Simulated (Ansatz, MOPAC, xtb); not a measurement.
**GeH3F (fluorogermane): methods side by side**

GeH3F, singlet, SMILES `[F][GeH3]`. Each level relaxes the structure for itself.

Quantity: the highest harmonic wavenumber at each level's own minimum, in cm⁻¹. The values are calculated.

```json
{"level": "AM1", "kind": "semi-empirical", "program": "MOPAC", "value (cm⁻¹)": "1916"}
{"level": "MNDO", "kind": "semi-empirical", "program": "MOPAC", "value (cm⁻¹)": "2118"}
{"level": "PM6-DH2", "kind": "semi-empirical", "program": "MOPAC", "value (cm⁻¹)": "2382"}
{"level": "GFN1-xTB", "kind": "semi-empirical", "program": "xtb", "value (cm⁻¹)": "2253"}
{"level": "HF/STO-3G", "kind": "Hartree–Fock", "program": "Ansatz", "value (cm⁻¹)": "2483"}
{"level": "HF/3-21G", "kind": "Hartree–Fock", "program": "Ansatz", "value (cm⁻¹)": "2210"}
{"level": "HF/6-31G* (Cartesian functions)", "kind": "Hartree–Fock", "program": "Ansatz", "value (cm⁻¹)": "2274"}
{"level": "SVWN5/def2-TZVP", "kind": "LDA", "program": "Ansatz", "value (cm⁻¹)": "2134"}
{"level": "PBE/pc-0", "kind": "GGA", "program": "Ansatz", "value (cm⁻¹)": "1886"}
{"level": "PBE/pc-1", "kind": "GGA", "program": "Ansatz", "value (cm⁻¹)": "2113"}
```

All-electron rows without a relativistic Hamiltonian named are non-relativistic. Harmonic and unscaled. The values span 1886 to 2483 cm⁻¹. Without the sets that lack polarisation functions the rows with a basis span only 2113 to 2274 cm⁻¹.

The highest mode of fluorogermane is a Ge–H stretch. Hydrogen is so much lighter than germanium that it does nearly all the moving, so the wavenumber mainly measures the stiffness of the Ge–H bond. The clearest comparison is within PBE, where going from pc-0 to pc-1 raises the value from 1886 to 2113 cm⁻¹. With the functional fixed, this is a basis-set effect, and the smaller set makes the bond much too soft. Basis deficiency has no fixed sign, however: HF/STO-3G gives 2483 cm⁻¹, far above the usual Ge–H stretching region, while HF/3-21G falls close to the polarised results.

HF/6-31G* lies above both SVWN5/def2-TZVP and PBE/pc-1, probably because Hartree–Fock omits the correlation that weakens the restoring force, although the basis changes too. The semi-empirical values fall on both sides of the polarised results, so they show no common bias. Agreement on this mode would not validate the description of the polar Ge–F bond, whose stretch lies much lower.
